Why does the C–O bond of CH₃–O–Mg–F resist compression ever more fiercely, while its resistance to stretching grows at first and then begins to give way? The two sides belong to one energy curve, yet a spring with a single stiffness describes neither of them far from the minimum. The C–O distance, headed "stretch", is changed here while the CH₃ group and the O–Mg–F unit keep their shapes. The energies therefore describe the pulling apart of two rigid pieces.

Rigid scan of the C–O distance in gas-phase CH3FMgO (SMILES C[O][Mg][F]), computed with Ansatz 0.2.0 in the def2-TZVPP basis, spin-restricted, with frozen cores in MP2, CCSD and CCSD(T). The scan starts from the PBE0-D4/def2-TZVP minimum at 1.377 Å, and each method's energies are counted from its own value at that structure.

```tsv
stretch (Å)	CCSD(T) (eV)	PBE-D4 (eV)	MP2 (eV)	CCSD (eV)	MP2 less CCSD(T) (eV)	T1 diagnostic
1.130	2.226	2.183	2.214	2.192	-0.012	0.011
1.188	1.175	1.159	1.167	1.148	-0.008	0.011
1.273	0.323	0.326	0.320	0.307	-0.003	0.011
1.372	0.003	0.004	0.003	0.002	0.000	0.012
1.377	0.000	0.000	0.000	0.000	0.000	n/a
1.482	0.142	0.121	0.144	0.161	0.002	0.012
1.601	0.599	0.541	0.604	0.643	0.005	0.012
1.727	1.237	1.134	1.248	1.312	0.010	0.013
1.859	1.949	1.800	1.972	2.061	0.023	0.014
1.998	2.668	2.486	2.716	2.827	0.049	0.016
```

The row at 1.130 Å shows the steep side. Compression by 0.247 Å from the zero of the scan costs 2.23 eV with CCSD(T). Stretching by the same amount costs about 0.72 eV, read by interpolation between two rows, or roughly a third as much.

The long side behaves differently. Between neighbouring rows the mean CCSD(T) slope rises to 5.4 eV/Å from 1.727 to 1.859 Å, then drops to 5.2 eV/Å on the way to 1.998 Å. The energy is still climbing there, but the bond seems to have passed its greatest pull. The slope is already levelling off before the last row, but its actual fall rests on that row alone, where the Hartree–Fock starting point of the CCSD(T) calculation is no longer stable. Because no plateau has been reached, the 2.67 eV of the last row isn't the energy needed to break the bond.

Two effects of different range can account for this shape. Bonding attraction comes from electrons shared between carbon and oxygen, and it fades roughly as the overlap of their orbitals, which falls exponentially with distance. Filled orbitals pushed into each other repel because the Pauli principle forbids their electrons the same state, and this repulsion goes roughly as the square of the overlap. The repulsion is therefore the shorter-ranged of the two. Inside the minimum its push outweighs the pull of the attraction. Just outside, the push fades faster than the pull, so the net pull grows. Farther out, the attraction loses more with each step than the repulsion does, and the net pull weakens.

Written as a formula, this is the Morse curve. Let d be the distance less 1.377 Å and u = exp(−a·d) the overlap factor, so that

E = A(u² − 1) − B(u − 1).

The first term is the repulsion, the second the attraction, and E is zero at d = 0. The constants A, B and a were fitted to the CCSD(T) energies of all ten rows, which gave A = 6.198 eV, B = 12.09 eV and a = 1.835 Å⁻¹. They can offset one another, so the depth of the fitted well shouldn't be taken as a bond energy.

The formula shows where the pull is greatest. The slope of the curve is a(Bu − 2Au²). It vanishes at u = B/(2A), the minimum, and is largest on the long side at u = B/(4A), where the overlap factor has fallen to half its value at the minimum. In numbers:

- u = 12.09/(4 × 6.198) = 0.4877
- d = −ln(0.4877)/1.835 = 0.391 Å
- distance = 1.377 + 0.391 = 1.768 Å

This point lies inside the interval where the tabulated energy rises most steeply on stretching. The agreement shows that the formula is consistent with the data; it isn't an independent prediction, since those rows took part in the fit. The rule itself is general for a Morse-like bond: the faster the overlap fades, the sooner after the minimum the pull reaches its peak.

The fitted curve follows the computed energies to about 0.01 eV on average, whereas a cubic polynomial with as many constants misses by about 0.08 eV. The Morse curve does least well on the compressed side, where the computed wall steepens somewhat faster than the formula allows. A good fit supports the picture of two ranges, but other short-ranged forces could produce a similar shape. The printed analysis after this text gives the comparison row by row.

For practical use, the main lesson concerns the spring picture. A parabola with the stiffness of the Morse curve at its minimum gives only 1.3 eV at 1.130 Å, well short of the computed cost. At 1.998 Å it gives 7.3 eV, nearly three times the CCSD(T) value. A force constant taken from small vibrations thus makes this bond too easy to compress and far too hard to pull apart.

The compression wall is already present when each electron feels only the average field of the others. Of the 2.23 eV at 1.130 Å, Hartree–Fock supplies 2.04 eV, or about 92 %. The rest arises because electron correlation, the energy gained when electrons avoid one another, is weaker in the compressed molecule than at the minimum. This fits a wall made mainly of Pauli and nuclear repulsion, both of which Hartree–Fock contains.

Stretching makes correlation more important, and the row at 1.998 Å shows it best. As the overlap fades, the bonding and antibonding levels draw together, so excitations between them cost less and mix more strongly into the ground state. CCSD lacks the triples correction of CCSD(T), and this correction is 24 % larger at 1.998 Å than at the minimum. CCSD therefore puts the last row 0.16 eV, or 6 %, above CCSD(T).

MP2 lies only 0.05 eV above CCSD(T) in the same row, but its closeness comes from two differences that partly offset each other. MP2 is 0.11 eV below CCSD, and the triples correction lowers CCSD by 0.16 eV relative to the minimum. The small column "MP2 less CCSD(T)" is thus no sign that MP2 describes a breaking bond better than CCSD does.

PBE-D4 errs in the other direction and puts the last row 0.18 eV, or 7 %, below CCSD(T). It also lies below CCSD(T) at the two shortest distances, by 0.04 and 0.02 eV. Its curve is thus somewhat softer on both sides, so a fault peculiar to breaking bonds is unlikely to be the whole cause.

CCSD(T) itself becomes a less certain yardstick towards the long end. Breaking the bond evenly leaves two radicals, while the calculation starts from a single determinant with all electrons paired. Direct tests find this starting point stable from 1.130 to 1.859 Å, but unstable at 1.998 Å: there the Hartree–Fock energy would fall if the two electrons of a pair could occupy different orbitals. The doubt therefore weighs most on the last row, including the differences between methods quoted for it. The T1 diagnostic, a measure of how strongly single excitations enter, rises only to 0.016, but a small value doesn't guarantee the energy of a breaking bond. The doubt extends to the exact place of the greatest pull: all four methods show the slope falling in the last interval, but all of them start from paired electrons, and the interval ends at the very row where the Hartree–Fock start is unstable.

The rows at 1.372 and 1.377 Å look irregular only because they lie so close together. The second is the PBE0-D4 minimum, inserted as the common zero; its T1 value, missing from the table, is 0.012. Rounding makes the slope across this tiny gap coarse, but its negative sign is real: CCSD(T) needn't share the PBE0-D4 minimum, and the fitted curve has its lowest point slightly further out, at 1.39 Å. Neither row marks a change in the bond.

A relaxed scan of the same stretch isn't part of this table, but it should keep the steep wall and soften the long side. As the carbon leaves oxygen, its CH₃ group could flatten towards the shape of a free methyl radical, which the rigid scan forbids. Part of the cost at long distance is therefore probably the price of holding the fragments in the shapes they had in the molecule.

Numerical output:

```
fit of ccsd_t on 10 rows: coefficient of exp(-s*d) - 1 -12.09 +/- 0.032, coefficient of exp(-2*s*d) - 1 6.198 +/- 0.018, s 1.835; rms 0.00984, worst 1.188 0.0168, leave-one-out rms 0.0263
fit of ccsd_t on 10 rows: coefficient of d -1.693 +/- 0.22, coefficient of d**2 22.53 +/- 0.81, coefficient of d**3 -21 +/- 1.6; rms 0.0843, worst 1.273 0.12, leave-one-out rms 0.257
Curve and differences (eV; slope in eV/Å from the row before):
    row     Morse  Morse miss  cubic miss  parabola  mean slope  CCSD less CCSD(T)  PBE-D4 less CCSD(T)
   1.13     2.213    -0.01291     -0.1167     1.345         n/a             -0.034               -0.043
  1.188     1.192     0.01681     0.09162    0.8113      -18.12             -0.027               -0.016
  1.273    0.3383     0.01526      0.1204    0.2709      -10.02             -0.016                0.003
  1.372  0.003342   0.0003422    0.006031  0.003196      -3.232             -0.001                0.001
  1.377         0           0           0         0        -0.6                  0                    0
  1.482    0.1368   -0.005176    -0.09566    0.1622       1.352              0.019               -0.021
  1.601    0.6011    0.002118    -0.08375    0.8753        3.84              0.044               -0.058
  1.727     1.247     0.01017     0.03006     2.243       5.063              0.075               -0.103
  1.859     1.957     0.00782      0.1177     4.352       5.394              0.112               -0.149
  1.998     2.659   -0.009468     -0.0602     7.321       5.173              0.159               -0.182
Lowest point of the fitted Morse curve [Å]: 1.391
Distance of steepest rise on stretching in the Morse curve [Å]: 1.768
Steepest rise on stretching in the Morse curve [eV/Å]: 5.41
Greatest mean slope between rows with CCSD [eV/Å]: 5.674
Greatest mean slope between rows with PBE-D4 [eV/Å]: 5.045
CCSD(T) cost of stretching by as much as the shortest row is compressed, interpolated [eV]: 0.7155
Compression cost over stretching cost at that displacement: 3.111
Hartree-Fock rise at the shortest distance [eV]: 2.038
Loss of CCSD correlation at the shortest distance [eV]: 0.1543
Loss of triples correction at the shortest distance [eV]: 0.03384
Hartree-Fock share of the CCSD(T) rise there [%]: 91.55
Growth of the triples correction from minimum to longest distance [%]: 24.08
MP2 less CCSD at the longest distance [eV]: -0.111
CCSD error against CCSD(T) at the longest distance [%]: 5.96
PBE-D4 error against CCSD(T) at the longest distance [%]: -6.822
```
